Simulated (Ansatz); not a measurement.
**Swapping H for CH3 on Sn: the HOMO–LUMO gap**

Gas-phase molecules. On one Sn centre, n of the H ligands are replaced by CH3. The HOMO–LUMO gap y in eV at wB97X-V/def2-TZVPP. Shapes: PBE0-D4/def2-TZVP. Programs: Ansatz 0.2.0.

| molecule | n | y (eV) |
| --- | --- | --- |
| SnH4 | 0 | 14.02 |
| SnH3(CH3) | 1 | ? |
| SnH2(CH3)2 | 2 | 12.49 |
| SnH(CH3)3 | 3 | 12.60 |
| Sn(CH3)4 | 4 | 12.43 |

Q: Fit y = c + s·n to the known rows and predict SnH3(CH3).

A: 
1. Means of the 4 rows: n = 2.25000, y = 12.885.
2. Σ(Δn)² = 8.75, Σ(Δn·Δy) = -3.465, so the slope is -3.465/8.75 = -0.396.
3. Intercept: 12.885 − (-0.396) × 2.25000 = 13.776. The largest residual of the fit is 0.49.
4. SnH3(CH3): 13.776 + (-0.396) × 1 = 13.38 eV.

The run gave 12.68 eV, so the prediction is off by +0.70 eV, more than the largest residual. The steps per swap are uneven (-1.34, -0.19, +0.11, -0.17), so a line is a poor model. Other levels give for SnH3(CH3): r2SCAN-D4/def2-TZVPP 7.56; r2SCAN0-D4/def2-TZVPP 9.20 eV. Orbital gaps aren't excitation energies, and the LUMO depends on the basis. For atoms past krypton def2 sets carry core potentials with scalar relativity. The series isn't monotonic at this level.

Nearly all of the gap narrowing comes with the first methyl group. From SnH3(CH3) to Sn(CH3)4 the gap stays almost level, with SnH(CH3)3 slightly above its neighbours. The line therefore overestimates SnH3(CH3) because it spreads one abrupt change over the whole series.

This suggests a change in the character of the frontier orbitals rather than a fixed contribution per ligand. In SnH4 the HOMO is a degenerate Sn–H bonding set. A methyl group brings in a higher-lying Sn–C σ orbital, pushed up further by mixing with filled C–H combinations of matching symmetry. Once that orbital forms the HOMO, additional methyl groups mostly delocalise it and shift it less. The small rise at SnH(CH3)3 probably reflects a slightly different balance of HOMO and LUMO shifts, not a separate bonding effect.

The much smaller r2SCAN-D4 gap for SnH3(CH3) probably reflects its lack of exact exchange. Without the individual orbital energies, the initial drop can't be divided between a rising HOMO and a falling LUMO.
